**One-pole rule for the logarithmic-derivative phase of a phosphorus pseudopotential**

The table holds the s and p phases arctan(r u′/u) at 2.194 bohr of all-electron P⁺ (3s² 3p²) from −4 to 4.64 Ry, and the errors of a separable Troullier-Martins potential, from ld1.x with scalar-relativistic PBE. The program takes the value and the energy slope of r u′/u at each reference level from the tabulated bound waves, adds one pole read from the table, and compares this rule with a flat well and a fitted two-pole form. It also fits an error rule that starts quadratically at the reference and carries an empirical exponential factor. The one-pole rule holds to 0.01–0.03 rad within 0.6 Ry of the level and to 0.09 rad from −4 Ry up to 2.6 Ry above the level, then saturates and misses by up to 2.1 rad. The error rule gives 0.79 to 1.23 of the tabulated error in its fitted window and underestimates by up to a factor of about 24 beyond it, where the pseudo phase takes its second step early.

Scalar-relativistic PBE calculation with ld1.x 7.5 for P⁺ (3s2 3p2, [Ne] core). The separable Troullier-Martins pseudopotential has radii of 1.65 (s) and 2 bohr (p), a smoothed all-electron local part (radius 1.35 bohr) and no core correction. Phases are unwrapped arctan(r u′/u), u = rR(r), at r = 2.194 bohr; errors are pseudo minus all-electron.

## The fit in Python

```python
# Table: ld1.x, P+ (3s2 3p2), PBE scalar-relativistic, Troullier-Martins separable: phase arctan(R u'/u) at R and pseudo-minus-AE error.
# Tested: one-pole rule L=L0-S*e/(1-e/ep), error rule -C0*exp(g*e)*e^2/D; alternatives: flat well, two poles.
T = {
    'energy': [-4.0, -3.52, -3.04, -2.56, -2.08, -1.6, -1.12, -0.64, -0.16, 0.32, 0.8, 1.28, 1.76, 2.24, 2.72, 3.2, 3.68, 4.16, 4.64],  # Ry
    'phase_s_all_electron': [1.2143, 1.1432, 1.0129, 0.7046, -0.1823, -1.0634, -1.372, -1.5075, -1.5874, -1.6453, -1.6949, -1.7436, -1.798, -1.867, -1.9665, -2.1333, -2.4666, -3.1425, -3.8461],  # rad
    'phase_s_error': [-0.0014, -0.002, -0.0029, -0.0043, -0.0027, -0.0001, -0.0019, -0.0043, -0.0078, -0.0137, -0.0244, -0.0466, -0.1013, -0.2855, -1.2755, -2.2088, -2.1347, -1.5764, -0.9582],  # rad
    'phase_p_all_electron': [1.2714, 1.2339, 1.1789, 1.0897, 0.9184, 0.4972, -0.4638, -1.1255, -1.3769, -1.5, -1.5769, -1.6347, -1.6852, -1.736, -1.7942, -1.8705, -1.9864, -2.1971, -2.6612],  # rad
    'phase_p_error': [-0.001, -0.0012, -0.0014, -0.0018, -0.0022, -0.0023, -0.0001, -0.001, -0.0027, -0.0046, -0.0071, -0.0108, -0.0171, -0.0283, -0.0506, -0.1019, -0.2481, -0.7344, -1.2304],  # rad
}
import numpy as np
from scipy.optimize import least_squares, fsolve
E = np.array(T['energy']); R = 2.194; pi = np.pi; r = 0.2*np.arange(13)
# typed from further outputs of the same run: reference levels (Ry), pseudo and all-electron waves at r=0..2.4 bohr
ref = {'s': -1.71158, 'p': -1.0448}
ps = {'s': [0,.0661,.1458,.2533,.3973,.5653,.7142,.799,.814,.7808,.7188,.6424,.5615],
      'p': [0,.024,.0931,.199,.3281,.4626,.5826,.6707,.7182,.7278,.7089,.6712,.6223]}
ae = {'s': [0,-.1943,-.3737,-.0961,.2588,.5385,.7145,.7994,.814,.7808,.7188,.6424,.5615],
      'p': [0,.2904,.277,.0494,.207,.4201,.5739,.671,.7188,.7278,.7089,.6712,.6223]}
cross = lambda ph, t: np.interp(t, -ph, E, right=np.nan)
def norm(u):
    u2 = np.array(u)[:12]**2
    return 0.2*(u2.sum() - u2[-1]/2) - (r[11] - R)*u2[-1]
def well(e, k0, a, c):
    k = np.sqrt(k0**2 + np.asarray(e, complex)); z = k*a; s, o = np.sin(z), np.cos(z)
    return (k*R*(o/s if c == 's' else (o/z - s/z**2 + s)/(s/z - o))).real
print("rounding floor 0.00005 rad; E, e=E-Eref in Ry; phases in rad; R=2.194 bohr")
O = {}
for c in 'sp':
    A = np.array(T['phase_%s_all_electron' % c]); d = np.array(T['phase_%s_error' % c]); P = A + d; e = E - ref[c]
    q = np.polyfit(r[10:], ps[c][10:], 2); u = np.polyval(q, R); du = np.polyval(np.polyder(q), R)
    L0 = R*du/u; N = norm(ps[c]); S = R*N/u**2; ep = cross(A, pi/2) - ref[c]
    x = 1 - e/ep; L = L0 - S*e/x; m1 = np.arctan(L) - pi*(e > ep); g = e**2/(x**2 + (L0*x - S*e)**2)
    print(f"{c}: u={u:.4f} u'={du:.4f} L0={L0:.3f} norm ps {N:.3f} (AE, coarse grid {norm(ae[c]):.3f}) S={S:.3f}/Ry ep={ep:.3f}")
    print(f"{c}: -pi/2 at AE {ep+ref[c]:.3f} ps {cross(P,pi/2):.3f}; -pi at AE {cross(A,pi):.2f} ps {cross(P,pi):.2f}; rule saturates {np.arctan(L0+S*ep)-pi:.3f}")
    k0, a = fsolve(lambda v: [well(0, *v, c) - L0, (well(1e-4, *v, c) - well(-1e-4, *v, c))/2e-4 + S], [1.0, 2.1] if c == 's' else [1.14, 2.7])
    f = np.linspace(e[0], e[-1], 3601); w = np.unwrap(2*np.arctan(well(f, k0, a, c)))/2; mw = np.interp(e, f, w)
    print(f"{c}: well V0={ref[c]-k0**2:.2f} Ry a={a:.2f} bohr, -pi/2 at {np.interp(pi/2,-w,f)+ref[c]:.2f}, -pi at {np.interp(pi,-w,f,right=np.nan)+ref[c]:.2f}")
    two = lambda v: np.arctan(L0 - S*e*(v[0]/(1 - e/v[1]) + (1 - v[0])/(1 - e/v[2]))) - pi*(e > v[1]) - pi*(e > v[2])
    F = [least_squares(lambda v: two(v) - y, [0.8, ep, 7.0], bounds=([0.2, 0.5, 3.5], [1, 3, 40])) for y in (A, P)]
    print(f"{c}: 2-pole " + "; ".join(f"{n} f={h.x[0]:.2f} E1={h.x[1]+ref[c]:.2f} E2={h.x[2]+ref[c]:.2f} max|res|={abs(h.fun).max():.3f}" for n, h in zip(('AE', 'ps'), F)))
    print(f"{c}: max|res| 1-pole/well: " + "; ".join(f"{n} {abs(m1-A)[k].max():.3f}/{abs(mw-A)[k].max():.3f}" for n, k in
          (('|e|<0.6', abs(e) < 0.6), ('e<-0.6', e < -0.6), ('0.6..2.6', (e > 0.6) & (e < 2.6)), ('all', e < 99))))
    k = (e < 2.6) & (abs(d) >= 0.001); C = -d/g; gam, lc = np.polyfit(e[k], np.log(C[k]), 1)
    em = -np.exp(lc + gam*e)*g; ra = em/d
    print(f"{c}: error C0={np.exp(lc):.4f} gamma={gam:.3f}/Ry doubling {np.log(2)/gam:.2f} Ry, n={k.sum()}, rule/table {ra[k].min():.2f}-{ra[k].max():.2f}; row C {C[k].min():.4f}-{C[k].max():.4f}")
    j = E > 0
    print(f"{c}: |err|>0.01 from E={E[abs(d)>0.01][0]:.2f} (e={e[abs(d)>0.01][0]:.2f}), >0.1 from E={E[abs(d)>0.1][0]:.2f}; step ratios E>0:", np.round(d[j][1:7]/d[j][:6], 2))
    O[c] = dict(A=A, d=d, P=P, e=e, x=x, L=L, m1=m1, mw=mw, m2=F[0].fun, g=g, em=em, ra=ra)
    assert (d < 0).all() and (np.diff(A) < 0).all()
    assert abs(m1 - A)[abs(e) < 0.6].max() < 0.06
print("E | s: res 1-pole, well, 2-pole; err rule, rule/table | p: same")
for i, en in enumerate(E):
    print(f"{en:5.2f} | " + " | ".join(f"{o['m1'][i]-o['A'][i]:+.3f} {o['mw'][i]-o['A'][i]:+.3f} {o['m2'][i]:+.3f}; {o['em'][i]:+.4f} {o['ra'][i]:.2f}" for o in O.values()))
for i in (4, 8):
    for c, o in O.items():
        print(f"worked {c} E={E[i]:.2f}: e={o['e'][i]:.3f} x={o['x'][i]:.3f} L={o['L'][i]:.2f} phase {o['m1'][i]:.3f} (table {o['A'][i]:.4f}); g={o['g'][i]:.4f} err {o['em'][i]:.4f} (table {o['d'][i]:.4f})")
dL = {c: np.tan(o['P']) - np.tan(o['A']) for c, o in O.items()}
print("error in L, first 5 rows: s", np.round(dL['s'][:5], 4), "p", np.round(dL['p'][:5], 4))
assert abs(dL['s'][0]) > abs(dL['s'][3]) and abs(O['s']['d'][0]) < abs(O['s']['d'][3])
assert cross(O['s']['P'], pi) < cross(O['s']['A'], pi)
```

Output:

```
rounding floor 0.00005 rad; E, e=E-Eref in Ry; phases in rad; R=2.194 bohr
s: u=0.6448 u'=-0.3926 L0=-1.336 norm ps 0.740 (AE, coarse grid 0.735) S=3.904/Ry ep=1.452
s: -pi/2 at AE -0.260 ps -0.300; -pi at AE 4.16 ps 2.68; rule saturates -1.798
s: well V0=-2.70 Ry a=2.14 bohr, -pi/2 at -0.54, -pi at 2.17
s: 2-pole AE f=0.87 E1=-0.31 E2=13.22 max|res|=0.021; ps f=0.89 E1=-0.37 E2=4.91 max|res|=0.109
s: max|res| 1-pole/well: |e|<0.6 0.010/0.022; e<-0.6 0.082/0.028; 0.6..2.6 0.042/0.149; all 2.110/2.230
s: error C0=0.0429 gamma=0.686/Ry doubling 1.01 Ry, n=10, rule/table 0.79-1.19; row C 0.0098-0.3037
s: |err|>0.01 from E=0.32 (e=2.03), >0.1 from E=1.76; step ratios E>0: [1.78 1.91 2.17 2.82 4.47 1.73]
p: u=0.6725 u'=-0.2148 L0=-0.701 norm ps 0.584 (AE, coarse grid 0.585) S=2.833/Ry ep=1.807
p: -pi/2 at AE 0.762 ps 0.720; -pi at AE nan ps 4.27; rule saturates -1.793
p: well V0=-2.37 Ry a=2.69 bohr, -pi/2 at 0.42, -pi at 2.79
p: 2-pole AE f=0.81 E1=0.74 E2=14.83 max|res|=0.012; ps f=0.80 E1=0.70 E2=11.13 max|res|=0.010
p: max|res| 1-pole/well: |e|<0.6 0.032/0.016; e<-0.6 0.085/0.015; 0.6..2.6 0.019/0.113; all 0.944/2.387
p: error C0=0.0212 gamma=0.492/Ry doubling 1.41 Ry, n=11, rule/table 0.82-1.23; row C 0.0057-0.0816
p: |err|>0.01 from E=1.28 (e=2.32), >0.1 from E=3.20; step ratios E>0: [1.54 1.52 1.58 1.65 1.79 2.01]
E | s: res 1-pole, well, 2-pole; err rule, rule/table | p: same
-4.00 | -0.082 -0.018 -0.009; -0.0013 0.91 | -0.085 -0.010 -0.005; -0.0009 0.87
-3.52 | -0.078 -0.022 -0.006; -0.0019 0.94 | -0.080 -0.011 -0.003; -0.0011 0.93
-3.04 | -0.072 -0.026 -0.002; -0.0029 0.99 | -0.075 -0.013 -0.002; -0.0014 1.03
-2.56 | -0.058 -0.028 +0.008; -0.0044 1.02 | -0.068 -0.014 +0.001; -0.0019 1.03
-2.08 | -0.004 -0.001 +0.021; -0.0028 1.03 | -0.058 -0.015 +0.005; -0.0023 1.06
-1.60 | -0.002 -0.003 -0.001; -0.0002 1.59 | -0.032 -0.008 +0.012; -0.0023 1.01
-1.12 | -0.010 -0.022 -0.006; -0.0023 1.19 | +0.003 +0.003 +0.004; -0.0001 0.85
-0.64 | -0.006 -0.039 -0.006; -0.0050 1.16 | -0.015 -0.016 -0.006; -0.0012 1.23
-0.16 | +0.005 -0.060 -0.005; -0.0084 1.08 | -0.018 -0.032 -0.005; -0.0030 1.12
 0.32 | +0.021 -0.092 -0.004; -0.0130 0.95 | -0.010 -0.049 -0.004; -0.0047 1.03
 0.80 | +0.042 -0.149 -0.003; -0.0193 0.79 | +0.002 -0.073 -0.003; -0.0066 0.93
 1.28 | +0.070 -0.268 -0.001; -0.0281 0.60 | +0.019 -0.113 -0.001; -0.0088 0.82
 1.76 | +0.109 -0.586 -0.000; -0.0404 0.40 | +0.041 -0.196 -0.000; -0.0116 0.68
 2.24 | +0.166 -1.445 +0.001; -0.0575 0.20 | +0.072 -0.410 +0.001; -0.0150 0.53
 2.72 | +0.256 -2.113 +0.002; -0.0816 0.06 | +0.114 -1.157 +0.001; -0.0193 0.38
 3.20 | +0.415 -2.230 +0.003; -0.1152 0.05 | +0.178 -2.146 +0.001; -0.0248 0.24
 3.68 | +0.741 -2.028 +0.001; -0.1622 0.08 | +0.285 -2.387 +0.001; -0.0317 0.13
 4.16 | +1.412 -1.428 -0.003; -0.2279 0.14 | +0.487 -2.320 -0.001; -0.0405 0.06
 4.64 | +2.110 -0.776 +0.003; -0.3197 0.33 | +0.944 -1.936 +0.000; -0.0517 0.04
worked s E=-2.08: e=-0.368 x=1.254 L=-0.19 phase -0.186 (table -0.1823); g=0.0834 err -0.0028 (table -0.0027)
worked p E=-2.08: e=-1.035 x=1.573 L=1.16 phase 0.861 (table 0.9184); g=0.1840 err -0.0023 (table -0.0022)
worked s E=-0.16: e=1.552 x=-0.069 L=86.83 phase -1.582 (table -1.5874); g=0.0676 err -0.0084 (table -0.0078)
worked p E=-0.16: e=0.885 x=0.510 L=-5.61 phase -1.394 (table -1.3769); g=0.0925 err -0.0030 (table -0.0027)
error in L, first 5 rows: s [-0.0115 -0.0116 -0.0103 -0.0074 -0.0028] p [-0.0115 -0.0109 -0.0096 -0.0084 -0.006 ]
```
